**How is the soft photon theorem a Ward identity, and what does constant $\varepsilon$ say in Møller scattering?**

*I keep reading that the leading soft photon factor is the Ward identity of gauge transformations $\varepsilon(z,\bar z)$ that survive at infinity, and that $\varepsilon=1/(z-w)$ yields the eikonal factor. I cannot reproduce the signs and factors. The hard charge $\sum Q_k\varepsilon(z_k)$ also seems to need massless charges, and electrons are not massless. For $e^-e^-\to e^-e^-$, does constant $\varepsilon$ really give charge conservation and nothing else?*

---

Yes. Constant $\varepsilon$ is the one mode with no soft part, and the charge conservation it gives is needed to finish the proof for $\varepsilon=1/(z-w)$. For electrons $\varepsilon(z_k)$ becomes a weighted average over the sphere. The massless statement is due to He, Mitra, Porfyriadis and Strominger (2014), the massive extension to Campiglia and Laddha (2015).

## Conventions and premises

Units are $\hbar=c=1$, Heaviside-Lorentz, $e^2=4\pi\alpha$, metric $(-,+,+,+)$. Charges $Q_k$ are in units of $e>0$ (electron: $Q=-1$), so $\nabla\cdot\mathbf E=e\rho$. The unit vector $\mathbf n$ labels the sphere, $\mathbf D$ is its tangential gradient, $u=t-r$, $v=t+r$, and $\eta_k=+1$ for outgoing, $-1$ for incoming legs.

1. At large $r$ and fixed $u$, $E_r=W/r^2$ and $\mathbf E_\perp=-\partial_u\boldsymbol{\mathcal A}/r$, with $\mathbf A_\perp=\boldsymbol{\mathcal A}/r$. At fixed $v$ the same holds with $W^-$, $\boldsymbol{\mathcal A}^-$.
2. Antipodal matching: $W(u\to-\infty,\mathbf n)=W^-(v\to+\infty,-\mathbf n)$.
3. There are no magnetic charges, and at early and late times the massive charges move uniformly.
4. Crossing relates emission and absorption of a photon.
5. The hard states $|{\rm in}\rangle$, $|{\rm out}\rangle$ hold no soft photons, and $M=\langle{\rm out}|S|{\rm in}\rangle\neq0$.

## 1. Gauss's law at null infinity

At fixed $t$, $\partial_r\to\partial_r-\partial_u$. The $1/r^2$ terms of $r^{-2}\partial_r(r^2E_r)+r^{-1}\mathbf D\cdot\mathbf E_\perp=e\rho$ give

$$\partial_uW=-\mathbf D\cdot\partial_u\boldsymbol{\mathcal A}-eJ ,$$

where $J=r^2\rho$ is the flux of massless charge per solid angle. At fixed $v$, $\partial_r\to\partial_r+\partial_v$, so $\partial_vW^-=\mathbf D\cdot\partial_v\boldsymbol{\mathcal A}^-+eJ^-$.

## 2. The field of a moving charge and the matching

A charge of velocity $\boldsymbol\beta$ and Lorentz factor $\Gamma$ passing the origin has

$$E_r=\frac{eQ}{4\pi}\frac{\Gamma\,(r-t\,\mathbf n\cdot\boldsymbol\beta)}{[\Gamma^2(t-r\,\mathbf n\cdot\boldsymbol\beta)^2-t^2+r^2]^{3/2}} .$$

With $t=u+r$ and $r\to\infty$ the bracket is dominated by $\Gamma^2r^2(1-\mathbf n\cdot\boldsymbol\beta)^2$, and with $t=v-r$ by $\Gamma^2r^2(1+\mathbf n\cdot\boldsymbol\beta)^2$. Hence

$$W=eQ\,K(\boldsymbol\beta;\mathbf n),\quad W^-=eQ\,K(\boldsymbol\beta;-\mathbf n),\quad K=\frac{1-\beta^2}{4\pi(1-\mathbf n\cdot\boldsymbol\beta)^2},\quad\int K\,d\Omega=1 .$$

A shift of the trajectory changes only higher orders in $1/r$. If only massive charges come in, causality makes $W(u\to-\infty)$ the field of the incoming charges, and premise 2 follows from these formulas. With incoming radiation it stays a premise. The magnetic field is $\boldsymbol\beta\times\mathbf E$ with $\mathbf E\propto\mathbf x-\boldsymbol\beta t$, so $r^2B_r\to0$.

## 3. The charges

For any $\varepsilon(\mathbf n)$ set $\varepsilon^-(\mathbf n)=\varepsilon(-\mathbf n)$ and

$$Q^+_\varepsilon=\frac1e\int d\Omega\,\varepsilon\,W(u\to-\infty),\qquad Q^-_\varepsilon=\frac1e\int d\Omega\,\varepsilon^-W^-(v\to+\infty).$$

Relabelling $\mathbf n\to-\mathbf n$ and using premise 2 gives $Q^+_\varepsilon=Q^-_\varepsilon$. One side is built from out operators and the other from in operators, which $S$ intertwines, so

$$\langle{\rm out}|Q^+_\varepsilon S-SQ^-_\varepsilon|{\rm in}\rangle=0 .$$

Integrate step 1 over $u$, write $\Delta\boldsymbol{\mathcal A}=\int du\,\partial_u\boldsymbol{\mathcal A}$, and integrate by parts on the sphere:

$$Q^+_\varepsilon=\underbrace{-\frac1e\int d\Omega\,\mathbf D\varepsilon\cdot\Delta\boldsymbol{\mathcal A}}_{\rm soft}+\underbrace{\int du\,d\Omega\,\varepsilon J+\frac1e\int d\Omega\,\varepsilon\,W(u\to+\infty)}_{\rm hard}.$$

The same steps in $v$ give $Q^-_\varepsilon$ the same form, with $\varepsilon^-$, $\Delta\boldsymbol{\mathcal A}^-$, $J^-$ and $W^-(v\to-\infty)$.

**Hard part.** A massless outgoing charge crosses the sphere at $\hat{\mathbf p}_k$ and contributes $Q_k\varepsilon(\hat{\mathbf p}_k)$. An incoming one arrives from $-\hat{\mathbf p}_k$, where $\varepsilon^-=\varepsilon(\hat{\mathbf p}_k)$. A massive charge never reaches null infinity and enters through $W(+\infty)$ or $W^-(-\infty)$, contributing $Q_k\bar\varepsilon_k$ with

$$\bar\varepsilon_k=\int d\Omega\,K(\boldsymbol\beta_k;\mathbf n)\,\varepsilon(\mathbf n).$$

As $\beta\to1$, $K$ keeps unit weight and vanishes away from $\hat{\mathbf p}_k$, so $\bar\varepsilon_k\to\varepsilon(\hat{\mathbf p}_k)$. The hard parts give $M\sum_k\eta_kQ_k\bar\varepsilon_k$. They act on a massless charged field as the phase rotation of a gauge transformation that tends to $\varepsilon$ at infinity, which explains the name.

**Soft part.** Expand $\mathbf A=\int\frac{d^3k}{(2\pi)^32\omega}\sum_\lambda[\mathbf e^\lambda a_\lambda e^{ik\cdot x}+{\rm h.c.}]$ with $[a_\lambda(\mathbf k),a^\dagger_{\lambda'}(\mathbf k')]=(2\pi)^32\omega\,\delta_{\lambda\lambda'}\delta^3(\mathbf k-\mathbf k')$. Integration by parts in $\hat{\mathbf k}\cdot\mathbf n$ gives, for large $\omega r$,

$$\int d\Omega_k\,e^{i\omega r\hat{\mathbf k}\cdot\mathbf n}f(\hat{\mathbf k})\to\frac{2\pi}{i\omega r}\left[e^{i\omega r}f(\mathbf n)-e^{-i\omega r}f(-\mathbf n)\right].$$

At fixed $u$ the first term survives:

$$\boldsymbol{\mathcal A}=-\frac{i}{8\pi^2}\int_0^\infty d\omega\sum_\lambda\left[\mathbf e^\lambda a_\lambda(\omega\mathbf n)e^{-i\omega u}-{\rm h.c.}\right].$$

Define the zero mode as the limit $\omega\to0^+$ of $\int du\cos(\omega u)\,\partial_u\boldsymbol{\mathcal A}$, which keeps it Hermitian. The $u$ integral gives $\tfrac12\cdot2\pi$ times a delta function in frequency, so

$$\Delta\boldsymbol{\mathcal A}=-\frac1{8\pi}\lim_{\omega\to0}\omega\sum_\lambda\left[\mathbf e^\lambda a_\lambda+\mathbf e^{\lambda*}a_\lambda^\dagger\right].$$

At fixed $v$ the second term survives, which reverses the sign and puts the modes at $-\mathbf n$. The gradient $\mathbf D\varepsilon^-(\mathbf n)=-(\mathbf D\varepsilon)(-\mathbf n)$ reverses it again. Both soft charges therefore read

$$Q^\pm_{\rm soft}=\frac1{8\pi e}\lim_{\omega\to0}\omega\int d\Omega\,\mathbf D\varepsilon\cdot\sum_\lambda\left[\mathbf e^\lambda a_\lambda+\mathbf e^{\lambda*}a^\dagger_\lambda\right],$$

with out and in operators respectively: they insert a zero-frequency photon polarised along $\mathbf D\varepsilon$.

## 4. The Ward identity

By premise 5 only $a^{\rm out}$ and $a^{{\rm in}\dagger}$ act. Define a tangent field $\mathbf N(\mathbf n)$ by

$$\lim_{\omega\to0}\omega\sum_\lambda\left[\mathbf e^\lambda\langle{\rm out}|a_\lambda S|{\rm in}\rangle-\mathbf e^{\lambda*}\langle{\rm out}|Sa^\dagger_\lambda|{\rm in}\rangle\right]=-2e\,\mathbf N M .$$

The soft parts give $-\frac{M}{4\pi}\int d\Omega\,\mathbf D\varepsilon\cdot\mathbf N$, and soft plus hard equals zero:

$$\boxed{\frac1{4\pi}\int d\Omega\,\mathbf D\varepsilon\cdot\mathbf N=\sum_k\eta_kQ_k\bar\varepsilon_k}$$

**Constant $\varepsilon$.** Then $\mathbf D\varepsilon=0$, and $\int K\,d\Omega=1$ gives $\bar\varepsilon_k=\varepsilon$ at any velocity. The identity reads $\sum_k\eta_kQ_k=0$. In Møller scattering this is $(-1-1)-(-1-1)=0$, and no photon appears.

## 5. The choice $\varepsilon=1/(z-w)$

The identity fixes only the divergence of $\mathbf N$. The curl comes from premise 3. With $\mathbf B_\perp=\mathbf n\times\mathbf E_\perp$, $\nabla\cdot\mathbf B=0$ gives $\partial_u(r^2B_r)=-\mathbf D\cdot(\mathbf n\times\partial_u\boldsymbol{\mathcal A})$. Since $r^2B_r$ vanishes at both ends, $\Delta\boldsymbol{\mathcal A}$ is curl-free, likewise $\Delta\boldsymbol{\mathcal A}^-$, and on a sphere $\mathbf N=\mathbf D\phi$.

Use $\mathbf n=(z+\bar z,\,-i(z-\bar z),\,1-z\bar z)/(1+z\bar z)$. The metric is $2g\,dz\,d\bar z$ with $g=2/(1+z\bar z)^2$. With $d^2z=2\,d{\rm Re}z\,d{\rm Im}z$ and $\int d^2z\,\delta^2=1$ one has $d\Omega=g\,d^2z$, $D^2=2g^{-1}\partial_z\partial_{\bar z}$ and $\partial_{\bar z}(z-w)^{-1}=2\pi\delta^2(z-w)$. The function $1/(z-w)$ is integrable on the sphere and is read as a limit of smooth ones. Then

$$\int d\Omega\,\mathbf D\varepsilon\cdot\mathbf D\phi=-2\int d^2z\,\varepsilon\,\partial_{\bar z}\partial_z\phi=2\int d^2z\,\partial_{\bar z}\varepsilon\,\partial_z\phi=4\pi N_w ,$$

with $N_w=\partial_w\phi=\partial_w\mathbf n\cdot\mathbf N$. So $N_w=\sum_k\eta_kQ_k\bar\varepsilon_k(w)$, which for massless charges is $\sum_k\eta_kQ_k/(z_k-w)$.

For massive charges let $L_k=\ln(1-\mathbf n\cdot\boldsymbol\beta_k)$ and let $x$ be the cosine of the angle to $\boldsymbol\beta_k$:

$$D^2L=\frac{d}{dx}\frac{-\beta(1-x^2)}{1-\beta x}=\frac{2\beta x-\beta^2x^2-\beta^2}{(1-\beta x)^2}=4\pi K-1 .$$

Insert $K=(1+D^2L)/4\pi$ into $\bar\varepsilon_k$. The $D^2L$ term gives $-\partial_wL_k$ by the integration above. In the constant term the phase average of $1/(z-w)$ is $-1/w$ for $|z|<|w|$ and zero otherwise, and that cap is a fraction $w\bar w/(1+w\bar w)$ of the sphere. Thus

$$\bar\varepsilon_k(w)=-\frac{\bar w}{1+w\bar w}+\frac{\partial_w\mathbf n\cdot\boldsymbol\beta_k}{1-\mathbf n\cdot\boldsymbol\beta_k}.$$

For $\beta=1$, $1-\mathbf n\cdot\hat{\mathbf p}_k=2|w-z_k|^2/[(1+w\bar w)(1+z_k\bar z_k)]$ turns this back into $1/(z_k-w)$. The first term is common to all legs and multiplies $\sum\eta_kQ_k$, which the constant mode set to zero.

The vector $\partial_w\mathbf n$ is null and $\partial_w\mathbf n\cdot\partial_{\bar w}\mathbf n=g$, so $\mathbf e^{+*}=\partial_w\mathbf n/\sqrt g$ is a unit polarisation. At $w=0$ it is the conjugate of $(1,i,0)/\sqrt2$, positive helicity. Take $\mathbf e^-=\mathbf e^{+*}$ and contract the definition of $\mathbf N$ with $\mathbf e^{+*}$; this isolates $\langle a_+S\rangle-\langle Sa^\dagger_-\rangle$. Crossing sends $k\to-k$ and flips the helicity, and a $1/\omega$ pole is odd, so the two terms add and cancel the factor 2:

$$\langle{\rm out}|a_+(\mathbf k)S|{\rm in}\rangle\to-\frac e\omega\sum_k\eta_kQ_k\frac{\mathbf e^{+*}\cdot\boldsymbol\beta_k}{1-\mathbf n\cdot\boldsymbol\beta_k}M=e\sum_k\eta_kQ_k\frac{p_k\cdot e^{+*}}{p_k\cdot k}\,M .$$

The last step uses $p\cdot k=-E\omega(1-\mathbf n\cdot\boldsymbol\beta)$. This is the eikonal factor, and $\varepsilon=1/(\bar z-\bar w)$ gives negative helicity. The sign agrees with emission by the current $Q\boldsymbol\beta\,\delta^3(\mathbf x-\boldsymbol\beta t)\theta(t)$, whose amplitude is $ieQ\,\mathbf e^*\cdot\boldsymbol\beta\int_0^\infty dt\,e^{i\omega(1-\mathbf n\cdot\boldsymbol\beta)t}$. Conversely, the eikonal $\mathbf N=-\sum\eta_kQ_k\mathbf DL_k$ satisfies the boxed identity for every $\varepsilon$ once $\sum\eta_kQ_k=0$, by $D^2L=4\pi K-1$.

## Range of validity

- Only the $1/\omega$ pole is fixed. Terms of order $\omega^0$ (Low, 1958) and, from long-range Coulomb forces, $\alpha\ln\omega$ lie outside it. The pole is blind to spin, and direct and exchange Møller amplitudes share it.
- In the Fock basis virtual soft photons drive $M$ to zero. The identity holds at tree level, or for the ratio to $M$ with an infrared regulator below $\omega$.
- Massless charges need $w\neq z_k$ and bring collinear divergences. For electrons $K$ is smooth.
- Magnetic charges would give $\mathbf N$ a curl.
- Premise 5 needs $\hbar\omega\gg k_BT$, which is 0.026 eV at 300 K.

## Numbers: a 100 keV Møller collision

Model: a beam electron of kinetic energy $T_0=100$ keV, typical of electron-beam lithography, moves along $+\hat{\mathbf Z}$ and strikes a free electron at rest in vacuum. The assumed final energies are 75 and 25 keV, in the $XZ$ plane, with $m=510.999$ keV. Four-momentum conservation gives $p_{Z,i}=(T_0+2m)T_i/p_0=p_0T_i/T_0$, since $p_0^2=T_0(T_0+2m)$, and transverse momenta $\pm0.2709\,m$, the faster electron at $+X$.

Split $\varepsilon=1$ into a forward half $\theta(n_Z)$ and a backward half. By aberration $K\,d\Omega$ is the uniform measure $d\Omega'/4\pi$ of the rest frame. There the unit vector $\hat{\mathbf Z}$ has time component $-\xi$, with $\xi=p_Z/m$, and spatial length $\sqrt{1+\xi^2}$, so $n_Z>0$ is the cap whose polar cosine exceeds $-\xi/\sqrt{1+\xi^2}$. The forward weight is $f=\tfrac12\left(1+\xi/\sqrt{1+\xi^2}\right)$.

| leg | $T$ (keV) | $\beta$ | angle (deg) | $\xi$ | $f$ |
|---|---|---|---|---|---|
| in | 100 | 0.54822 | 0 | 0.6555 | 0.77411 |
| in | 0 | 0 | none | 0 | 1/2 |
| out | 75 | 0.48948 | 28.9 | 0.4916 | 0.72060 |
| out | 25 | 0.30184 | 58.8 | 0.1639 | 0.58086 |

In the forward half the hard charge goes from $-1.27411$ to $-1.30146$, a change of $-0.02735$, so it is not conserved by itself. The soft side has $\mathbf D\varepsilon=\hat{\mathbf Z}\,\delta(\vartheta-\pi/2)$, with $\vartheta$ and $\varphi$ the polar and azimuthal angles, so it is an integral round the equator:

$$-\frac1{4\pi}\sum_k\eta_kQ_k\oint\frac{\beta_{Z}\,d\varphi}{1-\beta_{X}\cos\varphi}=-\sum_k\eta_kQ_k\frac{\beta_Z}{2\sqrt{1-\beta_X^2}}=+0.02735 ,$$

which cancels the hard change. In the backward half the hard charge goes from $-0.72589$ to $-0.69854$, a change of $+0.02735$, and $\mathbf D\varepsilon$ is reversed. In the sum the soft terms cancel each other and $-2=-2$ remains.

Now take $w=i$, a photon along $\hat{\mathbf Y}$. All $\mathbf n\cdot\boldsymbol\beta_k$ vanish, so $\mathbf N=\boldsymbol\beta_0-\boldsymbol\beta_1-\boldsymbol\beta_2=(0.02204,\,0,\,-0.03672)$, $\partial_w\mathbf n=(1,0,i)/2$ and $N_w=0.01102-0.01836\,i$. Squaring the soft factor, summing helicities and using the phase space $d^3k/[(2\pi)^32\omega]$, the model's photon number per collision is

$$\frac{d\mathcal N}{d\ln\omega\,d\Omega}=\frac{\alpha}{4\pi^2}|\mathbf N|^2=3.4\times10^{-7}\ {\rm sr}^{-1},\qquad|\mathbf N|=0.0428 .$$

$|\mathbf N|$ lies far below each velocity because equal charge-to-mass ratios cancel the dipole term: for slow electrons $\sum\eta_k\boldsymbol\beta_k=0$ is momentum conservation. The same cancellation acts on the neglected $\omega^0$ term, which is proportional to $\sum_k\eta_kQ_k\,e^*_\mu k_\nu J_k^{\mu\nu}/(p_k\cdot k)$, with $J_k^{\mu\nu}$ the Lorentz generators of leg $k$. A single leg would shift $\mathbf N$ by about $\omega/p$, since the boost $E\,\partial/\partial\mathbf p$ acting on $M$ gives a factor of order $m/p$. But with $p_k\cdot k\approx-m\omega$ on every leg the sum contains only the total boost and rotation generators, which annihilate $M$. For the photon along $\hat{\mathbf Y}$ the remainder comes from $1/E_k-1/m\approx-\beta_k^2/2m$ and is of order $\beta^2\omega/p\sim\beta\omega/m$. Since $|\mathbf N|$ is of order $\beta^3$, the relative correction is of order $\omega/T$. Up to a factor of order one set by the momentum dependence of $M$, $\beta_0\,\omega/m$ is 0.25 per cent of $|\mathbf N|$ at 100 eV and reaches it only near 40 keV, on the scale of the kinetic energies. The legs must also run straight over the formation length $\beta\hbar c/[\hbar\omega(1-\mathbf n\cdot\boldsymbol\beta)]$, which is 1.1 nm for the beam electron at 100 eV. In a resist or a silicon wafer, deflection by nuclei has no dipole cancellation and radiates far more at the same velocity change, so the number describes two free electrons and is not the photon yield of a solid.